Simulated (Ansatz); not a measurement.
A series in volume scale on Sc

Results calculated with Ansatz 0.2.0, not measured. Periodic Kohn-Sham DFT of a crystal at fixed atoms, scaled to volume_scale times the given cell; pressure positive in compression, energy less spherical unpolarised free atoms, largest_vzz the field gradient of largest size among the nuclei.

The cell before it is scaled or strained (space group Fm-3m, No. 225):
```
Sc
1.0
      0.0000     2.2705     2.2705
      2.2705     0.0000     2.2705
      2.2705     2.2705     0.0000
Sc
1
Direct
  0.00000 0.00000 0.00000
```

Settings of every row: method all-electron LAPW; functional PBEsol; relativity scalar; k mesh 12x12x12; filling fermi-dirac; smearing width 0.03 eV; basis error target 0.25 meV/atom; nucleus gaussian.

Atom start moment: 0 on all atoms.

| row | volume scale | V (Å³/atom) | energy less free atoms (eV/atom) | pressure (GPa) |
| --- | --- | --- | --- | --- |
| 1 | 0.94 | 22.005 | -4.8541 | 4.196 |
| 2 | 0.96 | 22.473 | -4.8644 | 2.859 |
| 3 | 0.98 | 22.941 | -4.8709 | 1.623 |
| 4 | 0.99 | 23.176 | -4.8728 | 1.038 |
| 5 | 1 | 23.41 | -4.8739 | 0.473 |
| 6 | 1.01 | 23.644 | -4.8742 | -0.073 |
| 7 | 1.02 | 23.878 | -4.8737 | -0.6 |
| 8 | 1.04 | 24.346 | ? | ? |
| 9 | 1.06 | 24.814 | -4.8645 | -2.522 |

Question: what energy less free atoms and pressure should row 8 give?

Worked fit of energy less free atoms. Take u = (V_r/V)^(2/3) − 1 with V_r = 23.293 Å³ an atom, which is twice the finite (Eulerian) strain; such expansions in the strain, on which the Birch-Murnaghan equation of state is built, carry the rest volume and the bulk modulus. The shown rows have u = 0.03865, 0.02418, 0.0102, 0.00336, -0.00333, -0.00992, -0.0164, -0.04129. Least squares give energy less free atoms = −4.87347 + 0.1618 × u + 8.971 × u² − 5.1 × u³ eV/atom; a parabola predicts inner rows, each left out in turn, worse (root mean square 8.1e-05 against 2.3e-05 eV/atom). All shown rows lie on it to the printed digit. Its lowest point lies at u = -0.0089, or V = 23.61 Å³ an atom, and the curvature there gives the bulk modulus at fixed shape and fractions, B = (4/9)(1 + u)² E″(u)/V = 54 GPa. The withheld row has u = -0.02905, so the fit gives −4.87347 + 0.1618 × (-0.02905) + 8.971 × (-0.02905)² − 5.1 × (-0.02905)³ = -4.8705 eV/atom.

The calculation gave -4.8705 eV/atom. The fit meets it to the printed digit.

Worked fit of pressure. Take u = (V_r/V)^(2/3) − 1 with V_r = 23.293 Å³ an atom, which is twice the finite (Eulerian) strain; such expansions in the strain, on which the Birch-Murnaghan equation of state is built, carry the rest volume and the bulk modulus. The shown rows have u = 0.03865, 0.02418, 0.0102, 0.00336, -0.00333, -0.00992, -0.0164, -0.04129. Least squares give pressure = 0.7511 + 84.338 × u + 122.83 × u² GPa; a straight line predicts inner rows, each left out in turn, worse (root mean square 0.058 against 0.0023 GPa). The rows lie off it by 0.002, -0.003, -0.001, 0.002, 0.001, 0.000, -0.001, 0.000. The pressure vanishes at u = -0.0090, or V = 23.61 Å³ an atom, and there the bulk modulus at fixed shape and fractions is B = −V dP/dV = (2/3)(1 + u) dP/du = 54.3 GPa. The withheld row has u = -0.02905, so the fit gives 0.7511 + 84.338 × (-0.02905) + 122.83 × (-0.02905)² = -1.595 GPa.

The calculation gave -1.598 GPa. The fit lies 0.003 GPa (0.045 % of the column's range) above it; its largest miss of a shown row is 0.003 GPa.
